# How does K-FAC change when a layer is shared over all 14 electrons of N₂?

I am writing a neural-network VMC code and testing the optimiser by hand on a toy layer. The wavefunction $\psi$ is real, the molecule is N₂ with $N=14$ electrons (7 up, 7 down), and I use hartree atomic units. The first one-electron layer has no bias and acts on each electron with the same $3\times2$ matrix $W$:

$$s_i = W a_i,\qquad a_i=(r_{iA},\,r_{iB})^T,\qquad \delta_i=\frac{\partial \ln|\psi|}{\partial s_i},$$

where $r_{iA}, r_{iB}$ are the distances of electron $i$ from the two nuclei. So $a_i$ is in bohr, $W$ is in bohr$^{-1}$, and $s_i$ and $\delta_i$ are dimensionless. Averages $\langle\cdot\rangle$ are over $|\psi|^2$. My inputs are illustrative, not output of a run. One-electron moments, the same for every $i$:

$$A=\langle a_ia_i^T\rangle=\begin{pmatrix}3.9&2.9\\2.9&3.9\end{pmatrix}\text{bohr}^2,\qquad G=\langle\delta_i\delta_i^T\rangle=\begin{pmatrix}0.050&0.020&0\\0.020&0.020&0\\0&0&0.047\end{pmatrix},$$

$$\bar a=\langle a_i\rangle=(1.7,\,1.7)^T\ \text{bohr},\qquad \bar\delta=\langle\delta_i\rangle=(0,\,0,\,0.1)^T.$$

I chose the diagonal of $A$ to fit a typical size of the molecule: with a bond length of about 2.07 bohr and $\langle\sum_i r_i^2\rangle$ of about 39 bohr$^2$ from the bond midpoint, $\langle r_{iA}^2\rangle=39/14+2.07^2/4=3.86$ bohr$^2$, which I rounded to 3.9. Covariances between different electrons, $i\ne j$, taken equal for same-spin and opposite-spin pairs:

$$C_a=\mathrm{cov}(a_i,a_j)=-0.04\,\mathbb 1\ \text{bohr}^2,\qquad C_\delta=\mathrm{cov}(\delta_i,\delta_j)=\rho\,(G-\bar\delta\bar\delta^T),\quad \rho=-0.03 .$$

Energy gradient, imaginary-time step and damping:

$$D=\frac{\partial E}{\partial W}=\begin{pmatrix}0.30&0.20\\0.10&0.14\\-0.16&-0.08\end{pmatrix}E_h\,\text{bohr},\qquad \tau=0.02\ E_h^{-1},\qquad \lambda=1.4\times10^{-3}\ \text{bohr}^2 .$$

(a) What is the Kronecker-factored overlap matrix of this shared layer? (b) What are the damped factors, the step $\Delta W$ and the predicted energy change? (c) How far is factored damping from adding $\lambda\mathbb 1$? (d) How large are the terms that the factorisation drops?

---

## Answer

For shared weights $S\approx N\,A\otimes G$, with $A$ and $G$ averaged over samples and electrons. The factor $N$ divides both the step and the damping. With your inputs the step lowers the energy by about 0.59 m$E_h$ to first order, against 0.83 m$E_h$ when the inter-electron and centring terms are kept.

### Conventions

Let $O=\partial\ln|\psi|/\partial W$, in bohr. For real $\psi$ the gradient and the overlap matrix are

$$D=2\langle(E_L-E)\,O\rangle,\qquad S=\langle oo^T\rangle-\langle o\rangle\langle o\rangle^T,\qquad o=\mathrm{vec}\,O ,$$

with $E_L=H\psi/\psi$. Projecting one step $1-\tau(H-E)$ onto the tangent space of the ansatz gives $S\,\mathrm{vec}\,\Delta W=-\tau\langle(E_L-E)\,o\rangle$. This is stochastic reconfiguration (SR), and with damping it reads

$$\mathrm{vec}\,\Delta W=-\eta\,(S+\lambda\mathbb 1)^{-1}\mathrm{vec}\,D,\qquad \eta=\tau/2=0.01\ E_h^{-1}.$$

Codes that use the Fisher matrix of $|\psi|^2$ have $F=4S$, since $\ln|\psi|^2=2\ln|\psi|$. The same step then has learning rate $4\eta=0.04\ E_h^{-1}$ and damping $4\lambda=5.6\times10^{-3}$ bohr$^2$.

I stack columns in $\mathrm{vec}$. Then $\mathrm{vec}(\delta a^T)=a\otimes\delta$, and $(A\otimes G)\,\mathrm{vec}X=\mathrm{vec}(GXA)$ for symmetric $A$. Row stacking swaps the factors to $G\otimes A$ and leaves the matrix form of the step unchanged.

### (a) The factorisation with shared weights

For a layer used once per configuration, $O=\delta a^T$ and $oo^T=aa^T\otimes\delta\delta^T$. If $a$ and $\delta$ are treated as independent, the average of the product becomes the product of averages, $A\otimes G$. Since $(A\otimes G)^{-1}=A^{-1}\otimes G^{-1}$, the preconditioned gradient is $G^{-1}DA^{-1}$. That is K-FAC as introduced by Martens and Grosse (2015). For a $d\times d$ layer it replaces an inversion of cost of order $d^6$ by two of order $d^3$.

Your $W$ is used 14 times, so the chain rule gives a sum:

$$O=\sum_{i=1}^{N}\delta_ia_i^T,\qquad oo^T=\sum_{i,j}a_ia_j^T\otimes\delta_i\delta_j^T .$$

Now treat the set of all inputs as independent of the set of all $\delta$. Define the pair moments $A'=\bar a\bar a^T+C_a$ and $G'=\bar\delta\bar\delta^T+C_\delta$. There are $N$ terms with $i=j$ and $N(N-1)=182$ ordered pairs with $i\neq j$, of which 84 have equal spins and 98 opposite spins. The mean is $\langle o\rangle=N\,\bar a\otimes\bar\delta$. Hence

$$S_{\rm ind}=N\,A\otimes G+N(N-1)\,A'\otimes G'-N^2\,\bar a\bar a^T\otimes\bar\delta\bar\delta^T .$$

That all electrons of one spin share the same moments is no approximation. $\ln|\psi|$ is invariant under same-spin permutations, so $a_i$ and $\delta_i$ permute together and $|\psi|^2$ does not distinguish the labels. Equal moments for up and down electrons need $|\psi|^2$ to be symmetric under spin flip as well, which your data assume.

$S_{\rm ind}$ is a sum of three Kronecker products, and such a sum has no factored inverse in general. The usual recipe, taken over from the treatment of convolution layers by Grosse and Martens (2016), keeps the first:

$$S_K=N\,A\otimes G .$$

Dropping the second and third terms together is more reasonable than it looks. Insert $A'$ and $G'$:

$$S_{\rm ind}-S_K=N(N-1)\left[\bar a\bar a^T\otimes C_\delta+C_a\otimes\bar\delta\bar\delta^T+C_a\otimes C_\delta\right]-N\,\bar a\bar a^T\otimes\bar\delta\bar\delta^T .$$

The $N^2$ piece built from the means cancels between the pair term and the centring term. What is left are true inter-electron covariances, weighted by $N-1=13$ relative to $S_K$, and a mean term of the same order in $N$ as $S_K$.

### (b) Damped factors and the step

Write $S_K+\lambda\mathbb 1=N\,(A\otimes G+\lambda'\mathbb 1)$ with

$$\lambda'=\lambda/N=1.0\times10^{-4}\ \text{bohr}^2,\qquad \sqrt{\lambda'}=0.010\ \text{bohr}.$$

Adding the identity spoils the product form, so each factor is damped on its own:

$$\hat A=A+\pi\sqrt{\lambda'}\,\mathbb 1,\qquad \hat G=G+\frac{\sqrt{\lambda'}}{\pi}\,\mathbb 1 ,$$

$$\hat A\otimes\hat G=A\otimes G+\lambda'\mathbb 1+\frac{\sqrt{\lambda'}}{\pi}A\otimes\mathbb 1+\pi\sqrt{\lambda'}\,\mathbb 1\otimes G .$$

Here $\pi$ is a free positive parameter, not the circle constant. The last two terms are unwanted and positive semidefinite. Their trace is $\sqrt{\lambda'}\,(d_G\,\mathrm{tr}A/\pi+\pi\,d_A\,\mathrm{tr}G)$, with $d_A=2$ and $d_G=3$, and setting its derivative with respect to $\pi$ to zero gives

$$\pi^2=\frac{\mathrm{tr}A/d_A}{\mathrm{tr}G/d_G}=\frac{3.9\ \text{bohr}^2}{0.039}=100\ \text{bohr}^2,\qquad \pi=10\ \text{bohr}.$$

The units work out: $\pi\sqrt{\lambda'}=0.10$ bohr$^2$ goes onto $A$, and the pure number $\sqrt{\lambda'}/\pi=0.0010$ goes onto $G$. At this $\pi$ the two unwanted traces are equal, each 0.3276 bohr$^2$ after multiplication by $N$. It does not matter where $N$ is put. If it is absorbed into $A$, then $\pi$ grows by $\sqrt N$, the full $\lambda$ is used, and $NA+\sqrt N\pi\sqrt\lambda\,\mathbb 1=N\hat A$ while $\hat G$ stays the same.

The inverses follow from $\det\hat A=4.0^2-2.9^2=7.59$ bohr$^4$ and from the determinant $0.051\times0.021-0.020^2=6.71\times10^{-4}$ of the upper block of $\hat G$:

$$\hat A^{-1}=\begin{pmatrix}0.5270&-0.3821\\-0.3821&0.5270\end{pmatrix}\text{bohr}^{-2},\qquad \hat G^{-1}=\begin{pmatrix}31.30&-29.81&0\\-29.81&76.01&0\\0&0&20.83\end{pmatrix}.$$

Multiplying out,

$$\hat G^{-1}D=\begin{pmatrix}6.408&2.086\\-1.341&4.680\\-3.333&-1.667\end{pmatrix}E_h\,\text{bohr},\qquad \hat G^{-1}D\hat A^{-1}=\begin{pmatrix}2.580&-1.349\\-2.495&2.979\\-1.120&0.395\end{pmatrix}E_h\,\text{bohr}^{-1},$$

$$\boxed{\Delta W=-\frac{\eta}{N}\,\hat G^{-1}D\hat A^{-1}=\begin{pmatrix}-1.843&0.964\\1.782&-2.128\\0.800&-0.282\end{pmatrix}\times10^{-3}\ \text{bohr}^{-1}}$$

The first-order energy change is $\Delta E^{(1)}=\mathrm{tr}(D^T\Delta W)=-0.585$ m$E_h$. The entries $\Delta W_{12}$, $\Delta W_{21}$ and $\Delta W_{32}$ have the same sign as the gradient. That is the preconditioner at work: the two distances are strongly correlated, so the step favours the combination $r_A-r_B$, which plain gradient descent underweights.

If the 14 electrons are treated as extra samples and the single-use formula is applied with no $N$ anywhere, the shifts become 0.374 bohr$^2$ and 0.00374, and $\Delta E^{(1)}=-6.6$ m$E_h$. That is 11.3 times the value above: a factor 14 from the scale, partly offset by shifts that are $\sqrt{14}$ times larger. A learning rate tuned that way carries a hidden factor of the electron number, and it will not transfer between molecules as an imaginary-time step.

### (c) Factored damping against $\lambda\mathbb 1$

All matrices here share one eigenbasis. $A$ has eigenvectors $e_\pm=(1,\pm1)/\sqrt2$ with eigenvalues $\alpha=6.8$ and $1.0$ bohr$^2$. $G$ has $v_1=(2,1,0)/\sqrt5$, $v_2=(1,-2,0)/\sqrt5$, $v_3=(0,0,1)$ with eigenvalues $\gamma=0.060$, $0.010$ and $0.047$. In mode $e_\pm\otimes v_k$ the squared gradient component is $w=(v_k^TDe_\pm)^2$, and any preconditioner with eigenvalues $\mu$ in this basis gives $\Delta E^{(1)}=-\eta\sum w/\mu$. The shift that factored damping really applies is

$$\lambda_{\rm eff}=N(\hat\alpha\hat\gamma-\alpha\gamma)=\lambda\left[1+\frac{\alpha}{\pi\sqrt{\lambda'}}+\frac{\pi\gamma}{\sqrt{\lambda'}}\right],$$

where $\hat\alpha,\hat\gamma$ are the eigenvalues of $\hat A,\hat G$.

| mode | $w$ ($10^{-3}E_h^2$ bohr$^2$) | $S_K$ (bohr$^2$) | $N\hat A\otimes\hat G$ (bohr$^2$) | $\lambda_{\rm eff}/\lambda$ | $S_{\rm ind}$ (bohr$^2$) | $S_{\rm ind}/(N\hat A\otimes\hat G)$ |
|---|---|---|---|---|---|---|
| $+,1$ | 153.76 | 5.712 | 5.893 | 129 | 3.832 | 0.65 |
| $+,2$ | 0.04 | 0.952 | 1.063 | 79 | 0.639 | 0.60 |
| $+,3$ | 28.80 | 4.474 | 4.637 | 116 | 2.433 | 0.52 |
| $-,1$ | 2.56 | 0.840 | 0.939 | 71 | 0.853 | 0.91 |
| $-,2$ | 3.24 | 0.140 | 0.169 | 21 | 0.142 | 0.84 |
| $-,3$ | 3.20 | 0.658 | 0.739 | 58 | 0.593 | 0.80 |

The $w$ add up to $\sum_{k\alpha}D_{k\alpha}^2=191.60\times10^{-3}E_h^2$ bohr$^2$, as they must. Factored damping shifts the modes by 21 to 129 times the nominal $\lambda$, because the unwanted terms scale as $\sqrt\lambda$ and outweigh $\lambda$ whenever $\lambda$ is small against the eigenvalues. In the softest mode $(-,2)$ the shift is 21 % of the eigenvalue, where $\lambda\mathbb 1$ would give 1 %. That mode holds only 1.7 % of the squared gradient but supplies 33 % of the predicted energy drop, so the extra damping shows in the result: inverting $S_K+\lambda\mathbb 1$ exactly gives $-0.642$ m$E_h$ in place of $-0.585$ m$E_h$. The exact inverse is available at modest cost, since one may diagonalise $A$ and $G$ and divide by $N\alpha\gamma+\lambda$ mode by mode.

### (d) The dropped terms

**Pair and centring terms.** In the same basis $\bar a$ lies along $e_+$ with $|\bar a|^2=5.78$ bohr$^2$. So $A'$ has eigenvalues $5.74$ and $-0.04$ bohr$^2$, and $G'$ has $-0.0018$, $-0.0003$ and $0.010-0.03\times0.037=0.00889$. The $S_{\rm ind}$ column follows from the three-term formula.

In modes $(+,1)$ and $(+,2)$ the mean $\bar\delta$ has no component, and the relative change from $S_K$ is $13\times(5.74/6.8)\times(-0.03)=-0.33$. A correlation coefficient of 3 % between the $\delta$ of two electrons removes a third of the eigenvalue, because each electron has 13 partners and the inputs along $e_+$ are nearly the same for all of them. The sign follows that of $\rho$: with $\rho=+0.03$ the $(+,1)$ eigenvalue would rise to 7.592 bohr$^2$, and K-FAC would overstep there.

Mode $(+,3)$ shows the cancellation:

$$4.474+9.287-11.329=2.433\ \text{bohr}^2$$

up to rounding of the last digit. The pair term and the centring term are each more than twice the kept term. Keeping the pairs without centring would give 13.762 bohr$^2$, farther from 2.433 than $S_K$ is. Restore both or neither.

Along $e_-$ the inputs have zero mean, there is no centring term, and only the small $C_a$ enters. There $S_{\rm ind}$ is 1.6 % above $S_K$ in $(-,1)$ and $(-,2)$ and 9.8 % below it in $(-,3)$.

| preconditioner | $+$ modes | $-$ modes | $\Delta E^{(1)}$ (m$E_h$) |
|---|---|---|---|
| $N\hat A\otimes\hat G$ | $-0.323$ | $-0.262$ | $-0.585$ |
| $S_K+\lambda\mathbb 1$ | $-0.334$ | $-0.308$ | $-0.642$ |
| $S_{\rm ind}+\lambda\mathbb 1$ | $-0.520$ | $-0.309$ | $-0.830$ |

The totals are rounded from unrounded parts. Of the difference between the first and last rows, 0.057 m$E_h$ comes from the form of the damping and 0.188 m$E_h$ from the pair and centring terms. The K-FAC step reaches a fraction 0.71 of the drop in the last row. The last column of the mode table is the K-FAC step divided by the undamped SR step built on $S_{\rm ind}$, that is, the fraction of $\tau$ by which each mode is propagated. It runs from 0.52 to 0.91. K-FAC keeps a descent direction, because its matrix is positive definite, but it is no longer imaginary-time evolution with a single $\tau$.

One might factor after summing over electrons, with $\langle mm^T\rangle$ for the mean input $m=\sum_ia_i/N$ and the covariance of $\sum_i\delta_i$. These are $[A+(N-1)A']/N$ and $N[1+(N-1)\rho](G-\bar\delta\bar\delta^T)$. The product gives 2.98 bohr$^2$ in mode $(+,1)$, against 3.832 for $S_{\rm ind}$. In mode $(-,1)$ it gives 0.0176 bohr$^2$ against 0.853, about 49 times too small, since $r_A-r_B$ nearly averages out over the electrons. For this layer the per-electron factorisation is the safer one.

**Correlation between $a$ and $\delta$.** $S_{\rm ind}$ is still not the overlap matrix of the layer, and your data cannot say how far it is: that needs fourth moments $\langle a_ia_j^T\otimes\delta_i\delta_j^T\rangle$. A scale comes from two jointly Gaussian variables $x,y$ of zero mean and correlation coefficient $r$, for which $\langle x^2y^2\rangle=\langle x^2\rangle\langle y^2\rangle(1+2r^2)$. At $r=0.3$ the factored value misses a term of 18 % of its own size. Such dependence is to be expected in N₂. A labelled electron sits sometimes in a 1s core and sometimes in the valence region, its inputs differ between the two, and nothing forces the size of its $\delta_i$ to be the same in both. It would also couple the $+$ and $-$ blocks. The blocks of $S$ that link $W$ to other layers are dropped as well, and the data say nothing about them either. On a layer of six weights the test is cheap: accumulate the $6\times6$ covariance of $o$ directly and compare its eigenvalues with the table.

**Second order in the step.** The normalised state moves to $\psi+\epsilon\chi$, with $\chi$ normalised and orthogonal to $\psi$, and $\epsilon^2=\mathrm{vec}\Delta W^TS\,\mathrm{vec}\Delta W$. With $S_{\rm ind}$, $\epsilon^2=4.2\times10^{-6}$ and $\epsilon=2.1\times10^{-3}$. The energy gains a term $\epsilon^2(E_\chi-E)$ with $E_\chi=\langle\chi|H|\chi\rangle$. Relative to $|\Delta E^{(1)}|$ this is 0.7 % per hartree of $E_\chi-E$, so 7 % if the step direction lies 10 $E_h$ above the current energy. A further term of second order comes from the second derivatives of $\psi$ with respect to $W$; it is a covariance with $E_L$ and vanishes as the local energy becomes constant. For the step without $N$, the ratio of second to first order is larger by about an order of magnitude, since it grows in proportion to the step length.

### Result

For the shared layer $S\approx N A\otimes G$ and $\Delta W=-(\eta/N)\,\hat G^{-1}D\hat A^{-1}$, with $\lambda/N$ in the factored damping and $\pi=10$ bohr. The predicted drop is about 0.59 m$E_h$, to be read against 0.83 m$E_h$ once pair and centring terms are kept, with the $a$–$\delta$ correlation not sized by the data. Only the diagonal of $A$ was chosen to match the typical size of N₂. $G$, $D$ and the covariances depend on the network and on the stage of training, so these energies are the model's and not properties of the molecule.